**Muonic barium-121: nuclear size and vacuum polarisation in the level scheme**

Three lengths and one energy organise this atom. A muon bound to Z = 56 has the Bohr radius a = ħ/(μcZα) = 4.57 fm, where μ is the reduced mass of muon and nucleus (μc² = 105559 keV) and Zα = 56/137.036 = 0.40865. A uniform sphere with the rms radius of the nucleus has R = √(5/3) × 4.8176 = 6.22 fm, which is larger than a. The cloud of virtual electron-positron pairs around the nucleus reaches to about ħ/(2mₑc) = 193 fm, the size of the n = 6 orbits. The energy scale is μc²(Zα)²/2 = 105559 × 0.16700/2 ≈ 8.8 MeV, divided by n².

Levels of a negative muon in barium-121 (Z = 56), calculated with Radial Dirac-Fock and Kohn-Sham solver 3 from the Dirac equation with reduced mass and the Uehling potential to all orders. The spherical Fermi nucleus has rms radius 4.8176 fm and skin thickness 2.3 fm; nuclear polarisation, deformation, self-energy and electron screening are omitted.

```tsv
level	binding energy (keV)	finite nucleus less point nucleus (keV)	vacuum polarisation (keV)	<r> (fm)
1s1/2	6212.1	-3046	42.048	9.659
2s1/2	1876.8	-462.6	9.6586	32.05
2p1/2	2280.0	-63.62	13.827	21.94
2p3/2	2214.1	-25.66	12.793	22.78
3s1/2	883.90	-143.3	3.4008	68.23
3p1/2	1006.4	-21.84	4.3754	55.45
3p3/2	988.27	-9.141	4.1339	56.55
3d3/2	996.82	-0.1408	3.6813	46.83
3d5/2	987.42	-0.05350	3.5564	47.51
4d3/2	559.68	-0.08476	1.5359	94.17
4d5/2	555.72	-0.03251	1.4877	95.00
4f5/2	555.51	-0.000127	1.2476	81.32
4f7/2	553.55	-4.200e-05	1.2294	81.79
5f5/2	355.35	-0.000109	0.60452	142.6
5f7/2	354.34	-3.700e-05	0.59590	143.1
5g7/2	354.23	0	0.48620	124.9
5g9/2	353.63	0	0.48233	125.2
6g7/2	245.95	0	0.26091	200.0
6g9/2	245.61	0	0.25883	200.4
6h9/2	245.55	0	0.20336	177.6
6h11/2	245.32	0	0.20234	177.8
```

A level is named by n, the orbital letter for l, and j. The binding energy B is positive. The column "finite nucleus less point nucleus", called the size shift below, is the change of B when the point charge is spread out, so a negative entry means less binding. The vacuum polarisation column (VP) is the binding added by the Uehling potential, and ⟨r⟩ is the mean distance of the muon from the centre. All rows are one-muon Dirac levels of a bare spherical nucleus.

**1. How far does the point-nucleus Dirac formula go?**

For a point charge, B₀ = μc²[1 − (1 + (Zα/ν)²)^(−1/2)], with ν = n − |κ| + γ, γ = √(κ² − (Zα)²) and |κ| = j + 1/2. It depends on n and j only. For 6h11/2 the Bohr value is 8814/36 = 244.8 keV and the Dirac value 245.12 keV; adding the VP of 0.20 keV gives the tabulated 245.32 keV. For 1s1/2 the formula gives 9216 keV against a tabulated 6212 keV.

In every row, B less the size shift less VP returns B₀ within the rounding of the printed entries. This closure is built into the calculation and tests no physics. It fixes the reading of the columns: the three parts add, so any difference of two levels can be split into a Dirac, a size and a VP part.

With the nuclear mass taken as 121 atomic mass units, μ lies 0.094 % below the muon mass. B₀ is proportional to μ, so the point 1s level loses 8.6 keV and 6h11/2 loses 0.00094 × 245 = 0.23 keV, far above the rounding of that row. The correction is much larger than for an electron because the muon is some 200 times heavier.

**2. How much does 1s lose to nuclear size, and why does perturbation theory not give it?**

It loses 3046 keV, 33 % of the point binding. Inside the nucleus the muon feels only the charge within its own radius, so the 1/r well is cut off at a finite depth, 3Zαħc/(2R) ≈ 19 MeV for the uniform sphere. The potential is raised by δV(r) = Zαħc ∫ρ(r′)(1/r − 1/r′)d³r′ over r′ > r, where ρ is the charge density normalised to one.

The first-order shift is the average of δV over the point-nucleus Dirac density. Evaluated with the same Fermi charge and no adjustable constant, it gives −5953 keV for 1s, so the tabulated shift is only 0.51 of it. The reason is visible in the radii. The point 1s density has 55 % of its weight inside R and ⟨r⟩ = 6.46 fm, whereas the table has 9.659 fm, half as large again. The muon moves out of the region where the attraction has been weakened, and first order charges it for density that is no longer there. For a lowest state the variational argument gives the sign: the unrelaxed function overestimates the energy, hence the loss of binding.

The ratio of table to first order climbs with angular momentum: 0.60 and 0.64 for 2s and 3s, 0.71 for p1/2, 0.84 for p3/2, 0.94 for d3/2, about 0.96 for d5/2 and 0.98 or closer for f. A shift that is tiny against the level spacing does not make first order exact, as the d rows show. The argument is that δV amounts to MeV where it acts, and it changes the wave function there by a relative amount of order μδV R²/[(2l+3)ħ²]. The denominator grows with the centrifugal barrier, which stiffens the function near the centre, so the error shrinks with l.

**3. How does the s shift run with n?**

The simplest rule is 1/n³, from the hydrogenic density at the origin. Scaled from 2s it gives 8 × 462.6 = 3701 keV for 1s, 21 % too large relative to the tabulated shift, and 137 keV for 3s, 4 % too small.

A quantum defect does better. Inside the nucleus the potential is deep compared with the binding energies, so every s function has nearly the same shape there and leaves the nucleus with nearly the same phase shift relative to the point solution. Outside, the potential is pure Coulomb, and a fixed phase shift is equivalent to a fixed addition δ to ν in the Dirac formula. The constant is fixed on 2s alone by inverting the formula:

- B less VP for 2s is 1876.8 − 9.66 = 1867.14 keV, and 1 − 1867.14/105559.4 = 0.982312.
- Then (Zα/ν)² = 1/0.982312² − 1 = 0.036337, so ν = 0.40865/0.19062 = 2.1438.
- For |κ| = 1, γ = √(1 − 0.16700) = 0.9127, the point value is ν = 1.9127, and δ = 0.2311.

The 1s row took no part in this. For it ν = 0.9127 + 0.2311 = 1.1438, (Zα/ν)² = 0.12765, and B = 105559 × [1 − 1.12765^(−1/2)] = 105559 × 0.05830 = 6154 keV. The predicted shift is 6154 − 9216 = −3062 keV, which is 16 keV or 0.5 % larger than the tabulated one. For 3s the prediction is −143.2 against −143.3 keV.

The model succeeds because B is far from linear in δ when δ is a quarter of ν: as the 1s orbit swells, each further increase of ν costs less. For high n the loss tends to μc²(Zα)²δ/ν³, which allows an estimate for 4s and beyond. Inverted row by row, the defects are 0.2295, 0.2311 and 0.2314. The drift exceeds the rounding, and theory places the largest departure at 1s, whose 6 MeV of binding is not small against the 19 MeV well.

**4. How does the size shift fall with l, and why does j matter?**

Near the origin the radial density goes as C r^(2l). Inserting this in the first-order average and integrating over r up to r′ gives r′^(2l+2)[1/(2l+2) − 1/(2l+3)], so the loss of binding is Zαħc C⟨r^(2l+2)⟩ₙ/[(2l+2)(2l+3)], where ⟨ ⟩ₙ is a moment of the nuclear charge. Each step in l brings a factor (R/a)², which here exceeds one, so the steep fall comes from C, whose denominator contains [(2l+1)!]². From 3s1/2 to 3p3/2 the shift drops by 143.3/9.141 ≈ 16, from 3p3/2 to 3d5/2 by 9.141/0.0535 ≈ 170, and from 4d5/2 to 4f7/2 by nearly 800.

The n dependence of C is Π(1 − k²/n²)/n³ with k from 1 to l. For 2p against 3p this is [(3/4)/8]/[(8/9)/27] = 2.85; the table gives 2.91 for p1/2 and 2.81 for p3/2. For 3d against 4d it is 1.665, with 1.661 and 1.646 in the table. The product explains why the shift falls so slowly from 4f to 5f: the more eccentric 5f orbit comes closer in, which almost offsets the larger n.

For each p, d and f pair the j = l − 1/2 member is shifted more, by 63.62/25.66 = 2.5 for 2p and by similar factors of 2.4 to 3 elsewhere. This is standard Dirac physics. The small component of a j = l − 1/2 state has orbital character l − 1, so p1/2 carries an s-like part that reaches the centre. Its total weight is small, about (Zα)²/(4n²) or 1 % in 2p1/2, but it counts because density of lower l is so much larger at the nucleus.

**5. Why does vacuum polarisation add binding, and why is it low in the s levels?**

Virtual pairs screen the nuclear charge, and the charge that enters α is the screened one seen from far away. A muon inside the cloud sees more. At distances well below the range, the Uehling potential is the Coulomb potential times (2α/3π)[ln(ħ/(mₑc r)) − 1.41], with 2α/3π ≈ 0.0015; beyond the range it dies exponentially. Since the mean Coulomb energy is about 2B, VP/B should be near 0.3 % times a logarithm of order one. The table runs from 0.68 % for 1s to 0.08 % for 6h, where the orbit has reached the edge of the cloud.

Mean radius alone does not order the entries. 4d5/2 has the larger ⟨r⟩ (95.00 against 81.32 fm) and yet the larger VP than 4f5/2 (1.49 against 1.25 keV). The logarithm weights short distances more than 1/r does, and the lower-l state has an inner lobe. The same holds for p over d, f over g and g over h.

The s levels break this order: 2s has 9.66 keV against 13.83 keV for 2p1/2, and 3s has the smallest VP of the n = 3 rows. The full point-charge Uehling potential averaged over point densities gives the regular order, 18.16 keV for 2s and 15.39 keV for 2p1/2, and overshoots 1s by a factor of 1/0.41. The comparison shows that the extended nucleus causes the reversal. Theory supplies two contributions, the s density pushed outward and the Uehling potential flattened inside the nucleus, and these numbers do not separate them.

For d to h the first-order value is 0.2 to 0.6 % short of the table, and ⟨r⟩ is up to 0.3 % below the point value. The run solves with the Uehling potential to all orders, so an orbit slightly contracted by the extra attraction is a likely source of both, with the spreading of the Uehling source over the nucleus adding to the energy. This attribution is untested.

**6. Which of two levels with equal n and j is bound more, and what makes up the 2p doublet?**

The Dirac part of such a difference vanishes, so the order is a contest between the size shift, which unbinds the lower l, and VP, which for l ≥ 1 binds it more. Size wins at low l. 2s1/2 lies 403.2 keV above 2p1/2, of which 399.0 keV is size and 4.2 keV VP acting in the same direction. 3p3/2 lies 8.55 keV above 3d3/2: size gives 9.00 keV and VP returns 0.45 keV.

The order flips at the next pair. 4d5/2 is bound more than 4f5/2 by 0.21 keV, because the VP difference of 0.240 keV outweighs the size difference of 0.032 keV. For 5f7/2 against 5g7/2 and 6g9/2 against 6h9/2 the gaps of 0.110 and 0.055 keV are VP alone. The flip follows from the ranges: from p onward the size shift falls by orders of magnitude per unit of l, while VP, acting over a hundred fm and more, falls by only about 10 to 20 %. In every s and p row the size shift exceeds VP in magnitude, and from d onward it is smaller.

The 2p doublet is 65.9 keV wide. A point nucleus would give 102.8 keV; size removes 38.0 keV, because p1/2 loses more than p3/2, and VP adds 1.0 keV. The 3d doublet, 9.40 keV, stays close to the point value of 9.36 keV, with size (−0.09) and VP (+0.12) nearly cancelling. These doublets belong to the imposed spherical nucleus. Light odd-mass barium nuclei are deformed, and the quadrupole interaction splits 2p3/2 in particular, and the 3d levels too, into hyperfine components. The line at 3997.92 keV that the same calculation gives for 2p3/2 → 1s1/2 is therefore not an individual observable line of this isotope. 2p1/2 has no quadrupole splitting in first order, but the same interaction mixes it with 2p3/2, so its line at 3932.05 keV is disturbed too.

**7. What would a different radius, skin or element change?**

By the moment formula a 1 % larger nucleus would raise a d shift by 6 % and an f shift by 8 %. The first-order model with the skin held fixed gives 5.0 % for 3d5/2 and 6.5 % for 4f7/2, and less for the j = l − 1/2 partners (4.0 and 5.6 %). The reduction is in the direction theory argues: the skin does not scale, the density decays across the nucleus, and the small component has lower l. In absolute terms 5 % of the 3d5/2 shift is 0.003 keV. For 1s first order cannot be used; a shift growing no faster than R^(2γ) bounds the effect at 0.018 × 3046 ≈ 55 keV, so an order of tens of keV per per cent of radius is argued, not computed.

The skin matters little for s levels and much for high l. A sharp sphere of equal rms radius changes the first-order s shifts by about 2 %, whereas the tabulated 3d5/2 shift is 1.19 times the sharp-sphere value and the f7/2 shifts about 1.6 times. High moments weight the tail of the charge. For d5/2 and f the Fermi form fits better because the run uses it, which says nothing on the real nucleus.

For another element the governing ratio is R/a, here 6.22/4.57 = 1.36, with a ∝ 1/Z and R roughly ∝ A^(1/3). Where first order holds, the size shift scales as Z^(2l+4)R^(2l+2), and VP, for orbits well inside the pair cloud, as Z² times a slowly growing logarithm; for orbits at the edge of the cloud it grows faster. Heavier elements thus have a larger s defect and a size part that gains on VP in the d–f pair. In lighter ones the flip moves to lower l, and in the lightest muonic atoms VP orders even 2s and 2p. One more neutron changes the reduced-mass term of the point 1s level by 8.6/121 = 0.07 keV only, so the isotope shift of 1s is governed by the radius.

**8. Which digits can be trusted?**

As arithmetic of the stated model, the printed digits hang together, as the closure in the first answer shows. The size column is resolved to about 10⁻⁶ keV. The f7/2 entries have two digits, so their ratio 42/37 = 1.14 is compatible with the hydrogenic 1.16. The zeros for g and h are values below that resolution; first order puts them at 10⁻⁷ keV or less. The small gaps at n = 5 and 6 are read better from the VP column than from differences of B, which carry about 0.01 keV of rounding.

As predictions for the real atom, the digits reach less far. For 1s, nuclear polarisation and the muon's self-energy are omitted and are of keV size in heavy muonic atoms (a rough recalled figure), and the level follows the assumed radius at the rate argued above, so the last two digits of 6212.1 keV are not physical. The 2p3/2 and 3d rows are subject to the quadrupole splitting. The f, g and h levels hardly feel the nuclear radius, but the missing quadrupole interaction reaches them too, since it falls only as the mean of 1/r³, and it may blur their small gaps. Their other limits are higher-order vacuum polarisation, roughly a per cent of the Uehling term as recalled, and screening by electrons. Screening lowers the binding of all these levels by nearly the same amount, about 10 keV by a Thomas-Fermi estimate if all electrons are present. This common part spoils the decimals of the binding energies but cancels in the transition energies; the part that differs between levels grows with the orbit and bears first on the small gaps of the n = 5 and 6 levels.
